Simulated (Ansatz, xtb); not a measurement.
## CH8N2OSi2: which of two isomers lies lower

Structure a is `N[Si@@H](C=O)N[SiH3]`, a singlet and structure b is `N[SiH2]N([SiH3])C=O`, a singlet. Both are isolated molecules in the gas phase, relaxed with B3LYP-D3(BJ)/def2-SVP, each in the lowest conformer that the search found.

Quicker runs give these differences E(b) − E(a): GFN2-xTB −164.7 kJ/mol; HF/STO-3G −27.7 kJ/mol (at GFN2-xTB geometries); r2SCAN-D4/def2-SVP −65.1 kJ/mol (at GFN2-xTB geometries).

Task: Estimate E(b) − E(a) at the level CCSD(T)/def2-SVP + ΔMP2/def2-TZVPP.

Result: Calculated at CCSD(T)/def2-SVP + ΔMP2/def2-TZVPP: E(b) − E(a) = −49.5 kJ/mol, so structure b lies lower.

The same difference at several levels:

```
                             level               geometry  E(b) − E(a) (kJ/mol)  departure from the last row (kJ/mol)  job, with rough time for the two
                          GFN2-xTB               GFN2-xTB                  −164.7                                −115.2              optimisation, 0.47 s
                         HF/STO-3G               GFN2-xTB                   −27.7                                 +21.9              single point, 0.52 s
                r2SCAN-D4/def2-SVP               GFN2-xTB                   −65.1                                 −15.6               single point, 5.7 s
             B3LYP-D3(BJ)/def2-SVP  B3LYP-D3(BJ)/def2-SVP                   −65.7                                 −16.2               optimisation, 4 min
                       HF/def2-SVP  B3LYP-D3(BJ)/def2-SVP                   −61.1                                 −11.6           part of the CCSD(T) run
                      MP2/def2-SVP  B3LYP-D3(BJ)/def2-SVP                   −70.3                                 −20.7           part of the CCSD(T) run
                  CCSD(T)/def2-SVP  B3LYP-D3(BJ)/def2-SVP                   −66.9                                 −17.3                      single point
CCSD(T)/def2-SVP + ΔMP2/def2-TZVPP  B3LYP-D3(BJ)/def2-SVP                   −49.5                                                      single point, 95 s
```

As drawn, b has 1 C–N, 1 Si–H in place of 1 C–Si, 1 N–H.

The levels shown agree on the order. The largest departure from CCSD(T)/def2-SVP + ΔMP2/def2-TZVPP is that of GFN2-xTB, 115.2 kJ/mol. The last row adds to CCSD(T) the change of the MP2 difference between the two basis sets, here +17.3 kJ/mol, a large step that makes the value less sure.

With thermal terms from frequencies at re-optimised GFN2-xTB minima (ideal gas, soft modes damped towards free rotors, one conformer each, 298.15 K, 1 atm): the zero-point term adds +1.3 kJ/mol; ΔH is −50.8 and ΔG −43.5 kJ/mol.

The correlated steps freeze 14 core orbitals. Mirror images aren't counted in ΔG. Codes used: Ansatz 0.2.0, xtb 6.7.1; the last row on 2 threads of Arm Neoverse V2 on a shared host.

Isomer b is favoured chiefly because its formyl group sits on nitrogen rather than silicon. This makes it an N-silylated formamide, in which the nitrogen lone pair delocalises into the C=O π* orbital. In a, the carbonyl carbon is bound to silicon, as in an acylsilane, and has no adjacent lone pair to stabilise it. The exchange of an N–H for an Si–H bond works against b, so the amide C–N linkage has to outweigh that cost. The two silyl groups on the amide nitrogen probably weaken the conjugation somewhat, but do not cancel it.

Electron correlation is not what decides the order: Hartree–Fock and CCSD(T) in def2-SVP give −61.1 and −66.9 kJ/mol. The size of the preference is more sensitive to the basis, probably because the two bonding patterns need different polarisation flexibility. The smaller preference in ΔG than in ΔH implies lower entropy for b, consistent with hindered rotation about the amide bond. The energies establish relative stability for this pair, not how readily a would rearrange to b.
